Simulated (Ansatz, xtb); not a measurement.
**Two structures of BGeH4Si**

Structure a: a doublet given by its coordinates. Structure b: a doublet given by its coordinates. Both are isolated molecules in the gas phase, relaxed with PBE0-D3(BJ)/def2-SVP.

a (Å):

```xyz
7

B     1.4780    1.3427   -2.8916
Ge    0.8529    1.3378   -1.0026
Si    2.3607   -0.2810   -1.9359
H     1.4915    1.6097   -4.0652
H     1.9817    2.2921   -2.1486
H     3.8465   -0.4349   -1.8786
H     1.7038   -1.6156   -2.0436
```

Close contacts (Å): B1–Ge2 1.99, B1–Si3 2.08, Ge2–Si3 2.40, B1–H4 1.20, B1–H5 1.31, Ge2–H5 1.87, Si3–H6 1.49, Si3–H7 1.49.

b (Å):

```csv
atom,x (Å),y (Å),z (Å)
B,2.5620,0.5936,-1.3483
Ge,3.1751,-0.7272,-2.8709
Si,1.2292,1.0808,-2.6170
H,1.4556,1.8804,-3.8562
H,-0.1531,0.5212,-2.5957
H,2.5240,0.2928,-0.1824
H,3.7193,0.8395,-1.8387
```

Close contacts (Å): B1–Ge2 2.11, B1–Si3 1.90, Ge2–Si3 2.67, B1–H6 1.20, B1–H7 1.28, Ge2–H7 1.95, Si3–H4 1.49, Si3–H5 1.49.

Energies in hartree; the thermal terms are from PBE0-D3(BJ)/def2-SVP harmonic frequencies (ideal gas, rigid rotor, one conformer each, 298.15 K, 1 atm) and include the zero-point energy:

```
                               a            b
E, CCSD(T)/def2-SVP  −2391.296555  −2391.298267
    E, MP2/def2-SVP  −2391.245306  −2391.246255
  E, MP2/def2-TZVPP  −2391.703198  −2391.702039
  zero-point energy      0.035969      0.036144
       H(298 K) − E      0.041982      0.042302
       G(298 K) − E      0.007011      0.006853
```

Q: Correct the CCSD(T) difference for the basis set by the MP2 change, then work out ΔE, ΔE₀, ΔH and ΔG for a → b in kcal/mol (1 Eh = 627.51 kcal/mol) and the equilibrium ratio [b]/[a].

A: 1. Differences b − a: CCSD(T) −0.001712, MP2 in the small set −0.000949, MP2 in the large set +0.001159 Eh.
2. ΔE = −0.001712 + (+0.001159 − (−0.000949)) = +0.000396 Eh = +0.25 kcal/mol.
3. ΔE₀ = ΔE + ΔZPE = +0.000396 + (+0.000175) Eh = +0.36 kcal/mol.
4. ΔH = ΔE + (+0.000320) Eh = +0.45 kcal/mol.
5. ΔG = ΔE + (−0.000158) Eh = +0.15 kcal/mol, so ΔS = (ΔH − ΔG)/T = +4.2 J/(mol K).
6. kT = 0.9442 mEh, so K = [b]/[a] = exp(−ΔG/kT) = exp(−0.25) ≈ 0.78.

The two are too close for this level to say which is favoured. An error of 1 kcal/mol in ΔG would change K by a factor of 5.4. Mirror images and further conformers aren't counted.

Other levels gave ΔE = 0.0 (PBE0-D3(BJ)/def2-SVP); −3.1 (HF/def2-SVP); −0.6 (MP2/def2-SVP); −1.1 (CCSD(T)/def2-SVP) kcal/mol. Open shells are spin-unrestricted. The correlated steps freeze 15 core orbitals; the filled d shell of Ge is correlated, in a basis made for valence electrons. Programs: Ansatz 0.2.0.

Both structures have the same connectivity: a B–Ge–Si ring with an SiH2 group, a terminal B–H bond and a hydrogen leaning from boron towards germanium. They differ in how the ring bonding is distributed. In a, Ge–Si is a normal single bond at 2.40 Å. In b it stretches to a weak 2.67 Å while B–Si shortens from 2.08 to 1.90 Å, and silicon becomes almost planar with respect to boron and its two hydrogens. This suggests partial B–Si π bonding, with germanium held mainly through boron.

Hartree–Fock favours b by 3.1 kcal/mol, and the correlated methods shrink that preference, probably because correlation is larger in the more compact ring of a. No barrier between the two was computed, so it remains open whether they are separately observable isomers or shallow wells of one fluxional molecule.
